# TE and TM momentum matrix elements in a quantum well: margin comments

**1. Premises and units.** The growth axis is $z\parallel[001]$. TE means $\hat e$ in the well plane, TM means $\hat e=\hat z$, and $\hat e$ is real (linear polarisation).

- (a) The conduction Bloch function is $|S\rangle$ times a spinor $\sigma$. The valence functions lie in the six-state space $\{X,Y,Z\}\otimes\{\uparrow,\downarrow\}$.
- (b) Cubic symmetry gives $\langle S|p_i|X_j\rangle=p_0\delta_{ij}$ up to one common phase. The spin-orbit correction to the velocity operator is dropped, so $\mathbf p$ does not act on spin.
- (c) Spin-orbit coupling separates the $J=3/2$ quartet from the split-off (SO) doublet by $\Delta$.
- (d) The quartet obeys the Luttinger Hamiltonian, first in spherical form.

The Kane energy is $E_p=2p_0^2/m_0$, and the unit is

$$M_b^2=\frac{p_0^2}{3}=\frac{m_0E_p}{6}.$$

**2. What is summed.** Each band $b$ is a degenerate pair with projector $\Pi_b$. The quantity meant is summed over the pair and averaged over the conduction spin:

$$M^2_b(\hat e)=\tfrac12\sum_\sigma\sum_{v\in b}|\langle S\sigma|\hat e\cdot\mathbf p|v\rangle|^2=\tfrac32M_b^2\sum_\sigma\langle e\sigma|\Pi_b|e\sigma\rangle ,$$

with $|e\rangle=e_xX+e_yY+e_zZ$. The second form follows from (b): inside the valence space $\langle S\sigma|\hat e\cdot\mathbf p=p_0\langle e\sigma|$. Light polarised along $\hat e$ measures how much of the orbital $|e\rangle$ the band contains. A gain formula built on this definition takes the spin factor 2 once, in the joint density of states. When the two states of the pair are related by inversion times time reversal, $M^2_b$ also equals the strength of one state summed over both $\sigma$. From here on strengths are in units of $M_b^2$.

**3. Why the axis is $\hat k$.** With hole energy positive, $J$ in units of $\hbar$ and $\{AB\}=(AB+BA)/2$,

$$H=\frac{\hbar^2}{2m_0}\Big[(\gamma_1+\tfrac52\gamma_2)k^2-2\gamma_2\sum_ik_i^2J_i^2-4\gamma_3\sum_{i<j}k_ik_j\{J_iJ_j\}\Big].$$

For $\gamma_2=\gamma_3=\bar\gamma$ the last two terms combine to $-2\bar\gamma(\mathbf k\cdot\mathbf J)^2$. The eigenstates are then those of $\hat k\cdot\mathbf J$. Projection $\pm3/2$ gives $\gamma_1-2\bar\gamma$ (heavy hole, HH) and $\pm1/2$ gives $\gamma_1+2\bar\gamma$ (light hole, LH). About any axis, with $|\pm1\rangle=\mp(X\pm iY)/\sqrt2$, $|0\rangle=Z$ and Condon–Shortley phases,

$$|\tfrac32,\tfrac32\rangle=|{+1}\rangle\uparrow,\qquad|\tfrac32,\tfrac12\rangle=\sqrt{\tfrac13}|{+1}\rangle\downarrow+\sqrt{\tfrac23}|0\rangle\uparrow,$$
$$|\tfrac32,-\tfrac12\rangle=\sqrt{\tfrac13}|{-1}\rangle\uparrow+\sqrt{\tfrac23}|0\rangle\downarrow,\qquad|\tfrac32,-\tfrac32\rangle=|{-1}\rangle\downarrow .$$

**4. The three strengths without rotation matrices.** Let $\mu=\hat e\cdot\hat k$ and let primes refer to the axis $\hat k$.

*Heavy holes.* $\Pi_{HH}=|{+1'}\uparrow'\rangle\langle{+1'}\uparrow'|+|{-1'}\downarrow'\rangle\langle{-1'}\downarrow'|$. For real $\hat e$, $|\langle e|\pm1'\rangle|^2=(e_{x'}^2+e_{y'}^2)/2=(1-\mu^2)/2$, the same for both signs. The two spin projectors therefore add to the unit matrix, the spin sum gives 2, and

$$M^2_{HH}=\tfrac32(1-\mu^2).$$

*The whole quartet.* $\mathbf L\cdot\boldsymbol\sigma$ has eigenvalue $1$ for $J=3/2$ and $-2$ for $J=1/2$, so $\Pi_{3/2}=(2+\mathbf L\cdot\boldsymbol\sigma)/3$ and $\Pi_{1/2}=(1-\mathbf L\cdot\boldsymbol\sigma)/3$. In the basis $X,Y,Z$ the matrices $(L_k)_{ij}=-i\epsilon_{kij}$ are antisymmetric, so $\langle e|\mathbf L|e\rangle=0$ for real $\hat e$. Hence the quartet has strength $\tfrac32\cdot2\cdot\tfrac23=2$ and the SO doublet has $M^2_{SO}=1$, whatever $\hat e$ and $\hat k$.

*Light holes.* Since $\Pi_{LH}=\Pi_{3/2}-\Pi_{HH}$,

$$M^2_{LH}=\tfrac12(1+3\mu^2).$$

The explicit LH states confirm this: $3\left[\tfrac13\cdot\tfrac12(1-\mu^2)+\tfrac23\mu^2\right]=\tfrac12+\tfrac32\mu^2$. All three matrices $\langle e\sigma|\Pi_b|e\sigma'\rangle$ are multiples of the unit matrix, so the spin average is idle for linear light. For circular light $\langle e|\mathbf L|e\rangle\neq0$ and the two spins differ.

**5. The azimuthal average.** Write $\hat k=(\sin\theta\cos\varphi,\sin\theta\sin\varphi,\cos\theta)$, so $\cos^2\theta=k_z^2/k^2$. For TM, $\mu^2=\cos^2\theta$. For $\hat e=\hat x$, $\mu^2=\sin^2\theta\cos^2\varphi$, which depends on $\varphi$. In the spherical model all $\varphi$ at fixed in-plane $k_t$ share one transition energy and one occupation, so $\cos^2\varphi\to\tfrac12$. The mean of the $x$ and $y$ values at fixed $\varphi$ is the same number. Substituting $\mu^2=\tfrac12(1-\cos^2\theta)$:

| | TE | TM |
|---|---|---|
| HH | $\tfrac34(1+\cos^2\theta)$ | $\tfrac32\sin^2\theta$ |
| LH | $\tfrac54-\tfrac34\cos^2\theta$ | $\tfrac12+\tfrac32\cos^2\theta$ |
| SO | $1$ | $1$ |

Over a sphere $\langle\cos^2\theta\rangle=\tfrac13$ and every entry averages to 1. This is why $M_b^2$ is the bulk value per band.

**6. Two sum rules with different roots.**

*Rule A, $2\,\mathrm{TE}+\mathrm{TM}=3$ for each band.* Summing comment 2 over three orthogonal $\hat e$ completes a trace over the six states: $\tfrac32\operatorname{Tr}\Pi_b=3$. Only the dimension 2 of the pair is used. The rule holds for any pair in the six-state space, warped, strained or mixed with SO.

*Rule B, $\mathrm{HH}+\mathrm{LH}=2$ for each polarisation.* This uses $\Pi_{HH}+\Pi_{LH}=\Pi_{3/2}$. It survives any mixing inside the quartet and fails when SO mixes in. What then remains is $\mathrm{HH}+\mathrm{LH}+\mathrm{SO}=3$.

Rule B fixes the scale. Second-order $\mathbf k\cdot\mathbf p$ theory for the conduction band, with only the six valence states as intermediate states, gives

$$\frac{m_0}{m_e}=1+\frac{2M_b^2}{m_0}\Big[\frac{2}{E_g}+\frac1{E_g+\Delta}\Big]=1+\frac{E_p}{3}\Big[\frac{2}{E_g}+\frac1{E_g+\Delta}\Big].$$

**7. From plane waves to a well.** The table describes bulk plane waves. It is carried over to a well of width $L$ by setting $k_z=\pm n\pi/L$ and multiplying by the squared envelope overlap. For $n=1$ and $x=k_tL/\pi$, $\cos^2\theta=1/(1+x^2)=E_{c1}/(E_{c1}+\hbar^2k_t^2/2m_e)$. The form with electron energies is an identity of the infinite well, where electron and hole share $k_z$. The angle belongs to the hole, because $|S\rangle$ is isotropic.

The true valence state is $\sum_mg_m(z)|\tfrac32,m\rangle$ with $m$ referred to $z$, and the conduction envelope is $f(z)$. With $I_m=\langle f|g_m\rangle$, the states of comment 3 give, for the mean of $x$ and $y$,

$$\mathrm{TE}=\tfrac32\sum_{m=\pm3/2}|I_m|^2+\tfrac12\sum_{m=\pm1/2}|I_m|^2,\qquad\mathrm{TM}=2\sum_{m=\pm1/2}|I_m|^2 .$$

Cross terms link $|{+1}\rangle$ with $|{-1}\rangle$ at equal spin; they have opposite signs for $x$ and $y$ and cancel in the mean. Rule A becomes $3\sum_m|I_m|^2\le3$ for one transition, and equals 3 after summing over all conduction envelopes. Rule B equals 2 after summing over all quartet subbands at the given $k_t$. At $k_t=0$ every off-diagonal element of $H$ vanishes for any $\gamma_2,\gamma_3$, and $m$ is a good label. The edge values, HH $(\tfrac32,0)$ and LH $(\tfrac12,2)$, are then exact within the quartet, times one squared overlap.

**8. Parity is hidden in the angle.** The HH state along $\hat k$, at $\varphi=0$ and with $c=\cos\frac\theta2$, $s=\sin\frac\theta2$, has components $(c^3,\sqrt3c^2s,\sqrt3cs^2,s^3)$ for $m=\tfrac32,\dots,-\tfrac32$. Its TM strength is $2(3c^4s^2+3c^2s^4)=\tfrac32\sin^2\theta$, as in the table. The partner wave with $-k_z$ is the $+\tfrac32$ state about $-\hat k$, at polar angle $\theta$ and azimuth $\pi$, and the factors $e^{-im\pi}$ reverse the $m=\tfrac12$ and $-\tfrac32$ components relative to $m=\tfrac32$. In the standing wave these two components have envelopes odd about the well centre when the main one is even. They cannot overlap the even $c1$ envelope. The whole $\theta^2$ term of the TM strength sits in $m=\tfrac12$; the even part is $6c^2s^4\approx\tfrac38\theta^4$. In a symmetric well the $c1$–HH1 TM strength therefore starts at fourth order in $k_t$.

**9. Perturbation theory in the infinite well.** Use the unit $\varepsilon=\hbar^2\pi^2/2m_0L^2$ and $\phi_n=\sqrt{2/L}\sin(n\pi z/L)$. The edges are $(\gamma_1-2\gamma_2)n^2\varepsilon$ for HH$n$ and $(\gamma_1+2\gamma_2)n^2\varepsilon$ for LH$n$. Inside the bracket of $H$, the $J$ matrices give

$$\langle\tfrac32|\cdot|\tfrac12\rangle=-2\sqrt3\gamma_3k_z(k_x-ik_y),\qquad\langle\tfrac32|\cdot|{-\tfrac12}\rangle=-\sqrt3\gamma_2(k_x^2-k_y^2)+2i\sqrt3\gamma_3k_xk_y ,$$

and $\langle\tfrac12|\cdot|{-\tfrac12}\rangle=0$. For even $n$, $|\langle\phi_n|k_z|\phi_1\rangle|=4n/[L(n^2-1)]$; for odd $n$ it vanishes. HH1 thus acquires $\phi_n|\tfrac12\rangle$ with amplitude $c_n$ at first order and $\phi_1|{-\tfrac12}\rangle$ with amplitude $a$ at second order:

$$\sum_n|c_n|^2=\eta x^2,\qquad\eta=\frac{192\gamma_3^2}{\pi^2}\sum_{n\ \rm even}\frac{n^2}{(n^2-1)^2\,[(\gamma_1+2\gamma_2)n^2-(\gamma_1-2\gamma_2)]^2},$$

$$\langle|a|^2\rangle_\varphi=\frac{3(\gamma_2^2+\gamma_3^2)}{2(4\gamma_2)^2}\,x^4 .$$

Normalisation reduces the weight of $\phi_1|\tfrac32\rangle$ to $1-\eta x^2$, so for $c1$–HH1

$$\mathrm{TE}=\tfrac32(1-\eta x^2)+O(x^4),\qquad\mathrm{TM}=2\langle|a|^2\rangle+O(x^6).$$

The table would give $\eta=\tfrac12$ and $\mathrm{TM}=\tfrac32x^2$. For $\gamma_2=\gamma_3$ the perturbative TM is $\tfrac38x^4$, the even part found in comment 8. The lost weight $\eta x^2$ reappears in $c2$–HH1, $c4$–HH1 and so on, with TE $\tfrac12$ and TM $2$, which restores rule A.

**10. SO mixing at the edge.** Take the kinetic term as spin independent in the six-state space. At $k_t=0$ the orbitals $X,Y$ then carry the HH energy $B=(\gamma_1-2\gamma_2)\varepsilon$. The $Z$ energy $A$ follows from the LH diagonal element, $\tfrac13B+\tfrac23A=(\gamma_1+2\gamma_2)\varepsilon$, so $A=(\gamma_1+4\gamma_2)\varepsilon$. The SO state with $m=\tfrac12$ is orthogonal to $|\tfrac32,\tfrac12\rangle$ and has weights $\tfrac13$ and $\tfrac23$ on $|0\rangle\uparrow$ and $|{+1}\rangle\downarrow$. In that basis

$$H=\begin{pmatrix}A+\Delta/3&-\sqrt2\Delta/3\\-\sqrt2\Delta/3&B+2\Delta/3\end{pmatrix}.$$

With $d=(B-A)/2+\Delta/6$ and $r=\sqrt{d^2+2\Delta^2/9}$, the lower state LH1 has energy $(A+B+\Delta)/2-r$ and $Z$ weight $w=\tfrac12(1+d/r)$. Then $\mathrm{TM}=3w$ and $\mathrm{TE}=\tfrac32(1-w)$. For $A=B$, $w=\tfrac23$. HH1 has no partner with $m=\pm\tfrac32$ and is untouched.

**11. Range of validity.**

- The bulk table needs $\gamma_2\approx\gamma_3$. Near $[001]$ the $m=\tfrac12$ amplitude is $2\sqrt3\gamma_3\theta/4\gamma_2$, so warping multiplies the $\theta^2$ term of the HH TM strength by $(\gamma_3/\gamma_2)^2$.
- In a $[001]$ well the edge values are reliable for HH. For LH they need $6\gamma_2\varepsilon\ll\Delta$.
- For $k_t>0$ the table is an interpolation that respects both sum rules. It does not give the strength of one transition.
- Biaxial strain in the $(001)$ plane keeps $m$ good at $k_t=0$. It changes $A-B$, hence the order of HH1 and LH1, the denominators of comment 9 and the weight $w$.
- The valence admixture of the conduction state, of weight $\varepsilon(E_p/3)[2/E_g^2+1/(E_g+\Delta)^2]$, is neglected, as are inversion asymmetry and the electron-hole attraction.

**12. Illustration: 10 nm GaAs well, infinite barriers.** The compiled 0 K values (Vurgaftman 2001) are $E_g=1.519$ eV, $m_e=0.067\,m_0$, $\Delta=0.341$ eV, $\gamma_1=6.98$, $\gamma_2=2.06$, $\gamma_3=2.93$. Comment 6 gives $E_p=22.5$ eV, so one unit of $2M_b^2/m_0=E_p/3$ is 7.5 eV. This $E_p$ is fitted to the mass with higher conduction bands omitted. Their terms are negative, so including them raises $E_p$; ratios are unaffected.

Here $\varepsilon=3.76$ meV, $E_{c1}=56.1$ meV, $B=10.8$ meV and $A=57.2$ meV. LH1 lies at 41.7 meV in the quartet and at 40.3 meV with SO mixing, where $d=33.6$ meV, $r=164.2$ meV and $w=0.602$. All $n=1$ overlaps are 1.

| edge, units of $M_b^2$ | TE | TM |
|---|---|---|
| HH1 | 1.50 | 0 |
| LH1, quartet only | 0.50 | 2.00 |
| LH1, with SO | 0.60 | 1.81 |
| SO1, with mixing | 0.90 | 1.19 |

Rule A holds in every row, up to rounding. Rule B becomes 2.10 for TE and 1.81 for TM. The neglected conduction admixture is 0.033, so absolute entries are uncertain by a few per cent, less than the SO shifts. As $2M^2/m_0$, the model's HH1 TE value is 11 eV, and LH1 goes from 3.8 and 15 eV to 4.5 and 14 eV.

Off the edge, $\eta=0.0434$, almost all from $n=2$ (0.0430), and $\langle|a|^2\rangle=0.283\,x^4$. The warping factor is 2.02. A natural spread of $k_t$ is the inverse hydrogenic exciton radius. With the compiled static dielectric constant 12.87 (300 K, Rakita 2019) and inverse reduced mass $1/0.067+\gamma_1+\gamma_2$, that radius is 16 nm, or $x=0.195$. At $x=0.2$, where $k_t=0.063$ nm$^{-1}$ and the electron has gained 2.2 meV:

| $c1$–HH1 | TE | TM |
|---|---|---|
| table, $\cos^2\theta=0.962$ | 1.471 | 0.058 |
| perturbation theory | 1.497 | 0.0009 |

The $|a|^2$ term lowers TE by only 0.0005. For TM the next order matters more. The element between LH1 and HH2, or HH1 and LH2, is $2\sqrt3\gamma_3(8/3\pi)x=8.62\,x$. Its square over the gaps 8.58 (HH2–HH1) and 41.54 (LH2–HH1), together with the in-plane term $2\gamma_2x^2$, changes the denominator $4\gamma_2=8.24$ to $8.24-0.35+0.07-0.16=7.80$, which raises TM by a factor 1.12. The table still overstates it more than fifty times. For LH1 perturbation theory ends early: HH2 at $11.44\,\varepsilon$ is nearly degenerate with LH1 at $11.10\,\varepsilon$, and the coupling equals the gap at $x\approx0.04$.

These numbers are the model's. A real 10 nm well with Al$_{0.3}$Ga$_{0.7}$As barriers typically confines the electron by about 30 meV and the light hole by about 20 meV, so infinite barriers overstate confinement by roughly a factor two, and values of $E_p$ in typical use, about 25 to 29 eV, put the absolute scale here 10 to 22 per cent low. In such a well the LH shifts from $(\tfrac12,2)$ are about half as large or less, LH2 lies closer to HH1 so that $\eta$ grows, and overlaps below 1 scale each row. The HH1 edge ratio and the fourth-order onset of its TM strength rest on symmetry and persist in any symmetric $[001]$ well once bulk inversion asymmetry is neglected.